# Curvature effect in a spherical recessed channel

A recessed or buried word line puts the gate inside a groove, so the silicon at the groove bottom is concave. Field lines leave a small gate surface and spread into a growing volume of silicon. The gate then has less capacitance per unit of channel area and more depletion charge to balance. The effect is derived here exactly for a spherical recess, within the depletion approximation, and compared with the cylindrical groove and the convex fin.

## Premises and conventions

1. **Geometry.** The gate fills $r<R-t_{ox}$, the oxide fills $R-t_{ox}<r<R$, and silicon fills $r>R$. $R$ is the radius of the Si/SiO$_2$ interface, and $\kappa=1/R$. All fields are radial.
2. **Body.** The silicon is p-type with uniform, fully ionised acceptor density $N$ and obeys Boltzmann statistics.
3. **Depletion approximation.** The charge density is $-qN$ for $R<r<b\equiv R+W$ and zero beyond. Inversion charge is negligible in the electrostatics up to threshold.
4. **Gate stack.** The gate is an equipotential. There are no interface traps, and fixed charge is absorbed in the flat-band voltage $V_{FB}$.
5. **Conventions.** $\psi(r)$ is the potential relative to the neutral body, positive toward inversion, and $\psi_s=\psi(R)$. $Q_d$ is a positive magnitude. Charges and capacitances are per unit area of the Si/SiO$_2$ interface. $V_{SB}\ge0$ is the source-to-body reverse bias, $\phi_t=k_BT/q$ and $\phi_F=\phi_t\ln(N/n_i)$.

## Step 1: oxide capacitance

The oxide holds no charge, so Gauss's law makes $r^2D(r)$ constant across it. At the interface $D=Q_d$, since these field lines end on the depletion charge. Hence $D=Q_dR^2/r^2$, and the oxide drop is

$$V_{ox}=\int_{R-t_{ox}}^{R}\frac{Q_dR^2}{\varepsilon_{ox}r^2}\,dr=\frac{Q_dR^2}{\varepsilon_{ox}}\left(\frac{1}{R-t_{ox}}-\frac1R\right)=\frac{Q_d\,R\,t_{ox}}{\varepsilon_{ox}(R-t_{ox})}.$$

With $C_{ox}=Q_d/V_{ox}$,

$$C_{ox}=\frac{\varepsilon_{ox}}{t_{ox}}\,(1-\kappa t_{ox}).\tag{1}$$

This is below the planar value because the field is stronger near the gate than at the interface.

## Step 2: depletion charge and surface potential

Poisson's equation in the depleted shell is

$$\frac1{r^2}\frac{d}{dr}\left(r^2\frac{d\psi}{dr}\right)=\frac{qN}{\varepsilon_{Si}},\qquad \psi(b)=0,\quad\psi'(b)=0,$$

where both conditions express continuity with the field-free neutral body. Multiplying by $r^2$ and integrating from $r$ to $b$ gives the radial field $\mathcal E=-\psi'$:

$$\mathcal E(r)=\frac{qN}{3\varepsilon_{Si}}\left(\frac{b^3}{r^2}-r\right).$$

At the interface $Q_d=\varepsilon_{Si}\mathcal E_s$ with $\mathcal E_s=\mathcal E(R)$. Expanding $b^3-R^3=3R^2W+3RW^2+W^3$ gives

$$Q_d=qN\,\frac{b^3-R^3}{3R^2}=qNW\left(1+\kappa W+\tfrac13\kappa^2W^2\right).\tag{2}$$

This is the shell volume divided by its inner area, times $qN$. A second integration gives

$$\psi_s=\int_R^b\mathcal E\,dr=\frac{qN}{3\varepsilon_{Si}}\left[b^3\left(\frac1R-\frac1b\right)-\frac{b^2-R^2}{2}\right].$$

The first term is $b^2W/R=RW+2W^2+W^3/R$, and the second is $RW+W^2/2$. Their difference is $\tfrac32W^2+W^3/R$, so

$$\psi_s=\frac{qNW^2}{2\varepsilon_{Si}}\left(1+\tfrac23\kappa W\right).\tag{3}$$

## Step 3: depletion width in closed form

Let $W_0=\sqrt{2\varepsilon_{Si}\psi_s/qN}$ be the planar width at the same $\psi_s$, with $w=W/R$ and $w_0=W_0/R$. Equation (3) reads $w^2+\tfrac23w^3=w_0^2$. The left side rises monotonically for $w>0$, so the positive root is unique, and $W<W_0$. The shift $w=u-\tfrac12$ removes the quadratic term and gives $4u^3-3u=6w_0^2-1$. The identity $4\cosh^3\theta-3\cosh\theta=\cosh3\theta$ solves this:

$$W=R\left[\cosh\!\left(\tfrac13\operatorname{arcosh}(6w_0^2-1)\right)-\tfrac12\right],\qquad w_0^2\ge\tfrac13.\tag{4}$$

For $w_0^2<\tfrac13$, replace cosh by cos and arcosh by arccos. That branch gives $W=0$ at $w_0=0$, as it must.

## Step 4: depletion capacitance

By definition $C_d=dQ_d/d\psi_s$ at fixed $R$. From (2), $dQ_d/dW=qN(1+\kappa W)^2$. From (3), $d\psi_s/dW=(qN/\varepsilon_{Si})\,W(1+\kappa W)$. The ratio is

$$C_d=\frac{\varepsilon_{Si}}{W}+\frac{\varepsilon_{Si}}{R}.\tag{5}$$

This is the capacitance of a spherical capacitor between $R$ and $b$ per inner area, because the incremental charge appears at the depletion edge. Unlike the planar value, $C_d$ does not vanish as $W\to\infty$. It tends to $\varepsilon_{Si}/R$.

## Step 5: threshold, body factor and swing

The gate-to-body voltage divides as $V_{GB}=V_{FB}+\psi_s+Q_d/C_{ox}$. The surface electron density at the source end is $n_s=(n_i^2/N)\exp[(\psi_s-V_{SB})/\phi_t]$. Define threshold by $n_s=N$, which means $\psi_s=2\phi_F+V_{SB}$. Since $V_{GS}=V_{GB}-V_{SB}$,

$$V_T=V_{FB}+2\phi_F+\frac{Q_d}{C_{ox}}\bigg|_{\psi_s=2\phi_F+V_{SB}}.\tag{6}$$

Differentiating the voltage balance and (6) gives

$$m\equiv\frac{dV_{GB}}{d\psi_s}=1+\frac{C_d}{C_{ox}}=1+\frac{\varepsilon_{Si}t_{ox}}{\varepsilon_{ox}W}\,\frac{1+\kappa W}{1-\kappa t_{ox}},\qquad \frac{dV_T}{dV_{SB}}=m-1.\tag{7}$$

In weak inversion with $V_{DS}\gg\phi_t$ the current is diffusive and proportional to the electron sheet charge $Q_n$ at the source end. The potential falls as $\psi_s-\mathcal E_s(r-R)$ near the interface, so the electrons occupy a thickness $\ell=\phi_t/\mathcal E_s$. For $\ell\ll R$ and $\ell\ll W$ this gives $Q_n\approx qn_s\ell$. Because $\mathcal E_s\propto Q_d$, it follows that $d\ln Q_n/d\psi_s=1/\phi_t-C_d/Q_d$. Therefore

$$S=\frac{dV_{GS}}{d\log_{10}I_D}=\frac{m\,\phi_t\ln10}{1-\phi_tC_d/Q_d}\approx m\,\phi_t\ln 10 .\tag{8}$$

Here $m$ is evaluated at the $\psi_s$ of interest. Dropping the positive term $\varepsilon_{Si}/W$ in (5) gives a floor that no doping or back bias can lower:

$$m>1+\frac{\varepsilon_{Si}}{\varepsilon_{ox}}\,\frac{t_{ox}}{R-t_{ox}}.\tag{9}$$

## Step 6: all three rise as $R$ shrinks

For $C_d$ the direction is plain, but for $Q_d$ it is not, since the bracket in (2) grows while $W$ shrinks. Hold $N$, $t_{ox}$ and $\psi_s$ fixed and vary $\kappa$. Implicit differentiation of (3) gives $2W(1+\kappa W)\,dW+\tfrac23W^3d\kappa=0$, or

$$\frac{dW}{d\kappa}=-\frac{W^2}{3(1+\kappa W)}.$$

The total derivatives of (2), (5) and (1) are then

$$\frac{dQ_d}{d\kappa}=qN\left[-\tfrac13W^2(1+\kappa W)+W^2+\tfrac23\kappa W^3\right]=\tfrac13qNW^2(2+\kappa W)>0,$$

$$\frac{dC_d}{d\kappa}=\varepsilon_{Si}\left[1+\frac{1}{3(1+\kappa W)}\right]>0,\qquad\frac{dC_{ox}}{d\kappa}=-\varepsilon_{ox}<0 .$$

Thus $Q_d/C_{ox}$ and $C_d/C_{ox}$ both increase with $\kappa$. Planar silicon is $\kappa=0$, so $V_T$, $m$ and the leading form of $S$ exceed their planar values and grow as $R$ falls. The sensitivity to the etched radius follows from $d\kappa=-dR/R^2$:

$$\frac{dV_T}{dR}=-\frac{1}{R^2C_{ox}}\left[\tfrac13qNW^2(2+\kappa W)+\frac{Q_d\,t_{ox}}{1-\kappa t_{ox}}\right].\tag{10}$$

## Step 7: convex silicon and the cylindrical groove

**Convex sphere.** Put silicon in $r<R$, oxide in $R<r<R+t_{ox}$, and the depletion edge at $R-W$. The same integrals give $C_{ox}=(\varepsilon_{ox}/t_{ox})(1+t_{ox}/R)$, $Q_d=qN[R^3-(R-W)^3]/3R^2$ and $\psi_s=(qNW^2/2\varepsilon_{Si})(1-2W/3R)$. These are (1) to (3) with $\kappa=-1/R$. The derivatives of Step 6 keep their signs while $1+\kappa W>0$, so convex silicon has $V_T$, $m$ and $S$ below planar. At $W=R$, reached at $\psi_s=qNR^2/6\varepsilon_{Si}$, the body is fully depleted, $C_d=0$ and $m=1$.

**Cylindrical groove.** Now $rD(r)$ is constant in the oxide, and in silicon $\mathcal E=(qN/2\varepsilon_{Si})(b^2/r-r)$. The same steps yield

$$C_{ox}=\frac{\varepsilon_{ox}}{R\ln\frac{R}{R-t_{ox}}},\qquad C_d=\frac{\varepsilon_{Si}}{R\ln(1+W/R)},\qquad Q_d=qNW\left(1+\frac{W}{2R}\right),$$

$$\psi_s=\frac{qN}{2\varepsilon_{Si}}\left[b^2\ln\!\left(1+\frac WR\right)-\frac{b^2-R^2}{2}\right].\tag{11}$$

**First order in curvature.** For the sphere, the derivatives of Step 6 at $\kappa=0$ give $W\approx W_0(1-\tfrac13\kappa W_0)$, $Q_d\approx qNW_0(1+\tfrac23\kappa W_0)$ and $C_d\approx(\varepsilon_{Si}/W_0)(1+\tfrac43\kappa W_0)$. For the cylinder, expanding the logarithms gives $\psi_s\approx(qNW^2/2\varepsilon_{Si})(1+\tfrac13\kappa W)$, $C_d\approx(\varepsilon_{Si}/W)(1+\tfrac12\kappa W)$ and $C_{ox}\approx(\varepsilon_{ox}/t_{ox})(1-\tfrac12\kappa t_{ox})$. Each first-order term, that of $Q_d$ included, is half its counterpart in (1), (2), (3) or (5). To this order a sphere of radius $R$ acts as a cylinder of radius $R/2$: the two principal curvatures add. With $\kappa\to-\kappa$ the same expansions describe the rounded top of a fin, with all shifts reversed. A saddle fin is concave along the channel and convex across it, so there the two contributions oppose each other.

## Range of validity

- **Radial symmetry.** This is the main restriction. The equations need uniform p-type silicon out to $R+W$ over a wide solid angle. A real recess is part of a sphere at best. It joins straight sidewalls, is cut by trench isolation along the word line, and shares depletion charge with the junctions and neighbouring recesses. These features restrict the spreading of field lines, so the full sphere overstates the shift when $W\gtrsim R$. The equations also describe only the bottom, which controls the subthreshold current when it holds the highest barrier along a channel that is long against $W$.
- **Geometry limits.** $t_{ox}<R$ is required, and $W<R$ in the convex case. The first-order forms need $|\kappa|W_0\ll1$.
- **Abrupt depletion edge.** The hole tail has the Debye length $L_D=\sqrt{\varepsilon_{Si}\phi_t/qN}$. For $L_D\ll W$ the edge is locally planar, and the tail replaces $\psi_s$ by about $\psi_s-\phi_t$ in (3). That lowers $V_T$ by about $(m-1)\phi_t$.
- **Threshold definition.** At equal $n_s$ the curved surface has the thinner electron layer. A criterion of equal sheet charge adds $m\phi_t\ln(\ell_{planar}/\ell)$ to the curvature shift.
- **Quantisation.** Take equivalent valleys with quantisation mass $m_z$ in a triangular well. The levels are $E_j=|a_j|(\hbar^2q^2\mathcal E_s^2/2m_z)^{1/3}$, with $a_j$ the zeros of the Airy function Ai. Per unit of in-plane density of states, the classical electron count is $\ell/\lambda$ with $\lambda=h/\sqrt{2\pi m_zk_BT}$, and the quantum count is $\sum_je^{-E_j/k_BT}$. Restoring the classical sheet charge costs $\Delta\psi=\phi_t\ln[(\ell/\lambda)/\sum_je^{-E_j/k_BT}]$, or about $m\,\Delta\psi$ at the gate.
- **Omitted.** Interface traps add a capacitance in parallel with $C_d$ and raise $S$. Gate depletion, doping gradients and the variation of $t_{ox}$ with crystal orientation are also left out.

## Numerical illustration: spherical recess, $R=40$ nm

The approximate material inputs are $\varepsilon_{Si}=11.7\varepsilon_0$, $\varepsilon_{ox}=3.9\varepsilon_0$, $n_i=1.0\times10^{10}$ cm$^{-3}$ and $E_g/2q=0.56$ V at $T=300$ K. The illustrative device inputs are $N=2\times10^{17}$ cm$^{-3}$, $t_{ox}=5$ nm, $V_{SB}=0.5$ V and an n$^+$ polysilicon gate with $V_{FB}=-E_g/2q-\phi_F$. Intermediate values are carried unrounded.

Then $\phi_t\ln10=59.5$ mV, $\phi_F=0.4346$ V, $V_{FB}=-0.995$ V, $\psi_s=1.369$ V and $W_0=94.1$ nm. Since $\kappa W_0=2.35$, the first-order forms fail and (4) is needed. With $6w_0^2-1=32.2$ it gives $w=1.629$. The bracket in (2) is 3.51 and the factor in (1) is 0.875. The table adds the planar case, the cylinder from (11), and a 20 nm sphere. $S$ is the leading form of (8), taken at threshold.

| Quantity | Planar | Cylinder, 40 nm | Sphere, 40 nm | Sphere, 20 nm |
|---|---|---|---|---|
| $W$ (nm) | 94.1 | 77.8 | 65.1 | 55.7 |
| $Q_d/q$ ($10^{12}$ cm$^{-2}$) | 1.88 | 3.07 | 4.58 | 7.09 |
| $C_{ox}$ (fF/µm$^2$) | 6.91 | 6.47 | 6.04 | 5.18 |
| $C_d$ (fF/µm$^2$) | 1.10 | 2.40 | 4.18 | 7.04 |
| $Q_d/C_{ox}$ (V) | 0.44 | 0.76 | 1.21 | 2.19 |
| $V_T$ (V) | 0.31 | 0.64 | 1.09 | 2.07 |
| $m$ | 1.16 | 1.37 | 1.69 | 2.36 |
| $S$ (mV/dec) | 69 | 82 | 101 | 140 |

The model's curvature shift for the 40 nm sphere is 0.78 V. Changing $C_{ox}$ alone, at the planar charge, accounts for 0.06 V, and the extra depletion charge supplies the other 0.71 V. Of $C_d$, 2.59 fF/µm$^2$ is the geometric term $\varepsilon_{Si}/R$, so (9) gives $m>1.43$ and $S>85$ mV/dec. Equation (10) gives $dV_T/dR=-21$ mV/nm. A convex sphere of the same radius is fully depleted at $\psi_s=0.082$ V, long before threshold.

The neglected terms for the 40 nm sphere have these sizes. The surface field is 0.71 MV/cm against 0.29 MV/cm planar, so $\ell=0.37$ nm against 0.89 nm. The denominator of (8) raises $S$ by 1.5 %. With $L_D=9.1$ nm the depletion tail lowers $V_T$ by about 0.02 V. The equal-sheet-charge criterion adds 0.04 V. For quantisation take $m_z\approx0.26\,m_0$, approximate for a (111) facet and illustrative for a surface that spans many orientations, so that $\lambda=8.4$ nm. Four levels give $\Delta\psi=0.13$ V against 0.06 V planar, or 0.22 V against 0.07 V at the gate. This largest correction adds 0.15 V to the 0.78 V shift. The depletion tail, net of its planar value, removes 0.014 V, so the three threshold corrections together add 0.18 V and bring the shift to between 0.9 and 1.0 V. Even in ideal geometry the classical 0.78 V thus understates the corrected shift by about 19 %, and only the rough size, 0.8 to 1 V, is secure.

The doping and oxide thickness were chosen so that the model's threshold falls near 1 V, a typical value for a back-biased DRAM array transistor, and the 1.09 V is therefore no test of the model. With $W=65.1$ nm exceeding $R$, a real recess cannot keep radial symmetry. A bulb that runs on along the word line is closer to the cylinder column, whose shift of 0.32 V is less than half the 0.78 V of the full sphere.